**Setting.** A GaAs 2D gas has $n=3\times10^{-3}$ nm$^{-2}$, with typical $m=0.067m_e$ and $\epsilon_r=12.9$. Electrons are injected at $\xi=1$ meV above $E_F$ and focused onto a collector $d=2000$ nm away, along an arc $\pi d/2=3.1\times10^3$ nm at $B\approx0.09$ T. The rate is $\hbar/\tau=2|\mathrm{Im}\,\Sigma|$ on shell, in RPA, for a layer of zero thickness.

## (a) Estimate

Take $k_F=\sqrt{2\pi n}\approx0.14$ nm$^{-1}$, round $E_F$ to 10 meV, and $\hbar v_F=2E_F/k_F\approx1.4\times10^2$ meV nm. Screening fixes the interaction near $1/N_0$, with $N_0=m/\pi\hbar^2$, so the unblocked rate is $\sim E_F/\hbar$. Pauli blocking costs $(\xi/E_F)^2$. Collinear collisions, spread evenly in $\ln q$ from $\xi/\hbar v_F$ to $k_F$, add $\ln10\approx2$. Hence $\hbar/\tau\approx0.2$ meV, $\ell=v_F\tau\approx7\times10^2$ nm, and the unscattered fraction is $e^{-\pi d/2\ell}\approx0.01$.

## (b) Calculation

With energy transfer $\omega$, $\xi_{\mathbf p}=\hbar^2p^2/2m-E_F$, Bose and Fermi functions $n_B,f$, and Lindhard function $\chi_0$,
$$\frac{\hbar}{\tau}=2\int\!\frac{d^2q}{(2\pi)^2}\int\! d\omega\,|W|^2(-\mathrm{Im}\chi_0)\,[n_B(\omega)+f(\omega-\xi)]\,\delta(\xi-\omega-\xi_{\mathbf k-\mathbf q}).$$
Let $a=q/2k_F$ and $x=\omega/\hbar v_Fq$. For $x\ll1$, $-\mathrm{Im}\chi_0=N_0x/\sqrt{1-a^2}$, the angular integral gives $2/(\hbar v_Fq\sqrt{1-a^2})$, and $N_0W=w=b/(a+b)$, where $b=\kappa/2k_F$, $\kappa=2/a_B^*$, $a_B^*=\epsilon_ra_0m_e/m$. Since $N_0\hbar^2v_F^2=2E_F/\pi$,
$$\frac{\hbar}{\tau}=\frac{1}{2\pi E_F}\int d\omega\,\omega\,[n_B+f]\int\frac{w^2\,da}{a(1-a^2)},\qquad\int d\omega\,\omega\,[n_B+f]=\frac{\xi^2+\pi^2k_B^2T^2}{2}.$$
Both collinear ends diverge logarithmically, with weight $w(0)^2=1$ at $a\to0$ and $w_2^2/2$ at $a\to1$, where $w_2=b/(1+b)$. To leading logarithm,
$$\frac{\hbar}{\tau}=\Big(1+\frac{w_2^2}{2}\Big)\frac{\xi^2}{4\pi E_F}\ln\frac{E_F}{|\xi|}\ \ (T=0),\qquad\Big(1+\frac{w_2^2}{2}\Big)\frac{\pi}{4}\frac{(k_BT)^2}{E_F}\ln\frac{E_F}{k_BT}\ \ (\xi=0).$$
Only the small-$q$ part is independent of $e^2$. The $2k_F$ part fades at high density ($b\to0$).

*Cut-offs at $T=0$*, writing $\hbar/\tau=(\xi^2/4\pi E_F)L$.

1. Small $q$: $\chi_0=-N_0(1+ix/\sqrt{1-x^2})$ gives $|N_0W|^2=1-x^2$, which cancels the two factors $(1-x^2)^{-1/2}$. The cut is sharp at $\varepsilon=\omega/4E_F$. Averaging $\ln(1/\varepsilon)$ with weight $2\omega\,d\omega/\xi^2$ gives $\ln(4E_F/\xi)+\tfrac12$.
2. Near $2k_F$, with $s=1-a$ and $\eta=\xi/4E_F$, the integrand is $w_2^2[\sqrt{s+\varepsilon}-\sqrt{s-\varepsilon}]/(2\varepsilon\sqrt{s+2\eta-\varepsilon})$, each root in the bracket counted where real. Integrated to $S\gg\eta$ and averaged, it gives $\tfrac12w_2^2[\ln(8SE_F/\xi)+\tfrac12]$. The $\ln S$ cancels against the middle range.
3. Remainder, by partial fractions:
$$C=\int_0^1\!\Big[\frac{w^2}{a(1-a^2)}-\frac1a-\frac{w_2^2}{2(1-a)}\Big]da=-\frac{b^2\ln2}{2(1-b)^2}-\frac{1}{(1-b^2)(1+b)}-\frac{1-3b^2}{(1-b^2)^2}\ln\frac{1+b}{b}.$$

Thus
$$L=\ln\frac{4E_F}{\xi}+\frac12+\frac{w_2^2}{2}\Big[\ln\frac{8E_F}{\xi}+\frac12\Big]+C .$$
Here $k_F=0.137$ nm$^{-1}$, $\kappa=0.196$ nm$^{-1}$, $E_F=10.7$ meV, $\hbar v_F=156$ meV nm, $b=0.715$, $w_2=0.417$, so $L=4.26+0.43-1.42=3.27$. With $\xi^2/4\pi E_F=0.00742$ meV,
$$\hbar/\tau=0.0243\ \text{meV},\qquad \ell\approx6.4\times10^3\ \text{nm},\qquad e^{-\pi d/2\ell}\approx0.61.$$
Dropped terms are of relative order $\xi/E_F=0.09$. At 0.3 K, $(\pi k_BT/\xi)^2=0.007$. The cyclotron energy, 0.16 meV, lies well below $\xi$, so the field is ignored in the collision.

## (c) Why they differ

The estimated rate is too large by $8.2=12.6\times0.61\times1.07$.

- **$4\pi=12.6$.** A factor 2 arises because the pair energy $\omega\le\xi$ gives $\int\omega\,d\omega=\xi^2/2$. A factor $2\pi$ is the product of the golden-rule constant, the momentum measure and the angular Jacobian, which the estimate set to one.
- **$2/L=0.61$.** The bare logarithm is 2.37, and constants of order one compete with it. The sharp cut and the energy average raise it to 4.26, the $2k_F$ end adds 0.43, and $C$, which holds the fall of $W$ with $q$, removes 1.42.
- **1.07** is the rounding of $E_F$.

The exponential turns this into 0.01 against 0.61.

**Limits.** Same-spin exchange, absent from RPA, replaces $w^2$ by $w^2-\tfrac12ww'$, with $w'$ taken at the exchanged momentum transfer. The logarithm has three parts of weight $\tfrac12$: small $q$ with parallel partner ($ww'=1$), small $q$ with antiparallel partner, and $q\approx2k_F$ (both $ww'=w_2$). Its coefficient falls from 1.09 to $\tfrac34-\tfrac12w_2+\tfrac12w_2^2=0.63$, a shift as large as the constants in (b). Finite layer thickness also weakens $W$ at large $q$, and gently deflected electrons may still reach the collector. All three lengthen the decay of the focusing peak, so $6.4\times10^3$ nm is the model's value and probably short, though of the order of thousands of nm typical of GaAs gases near 1 meV.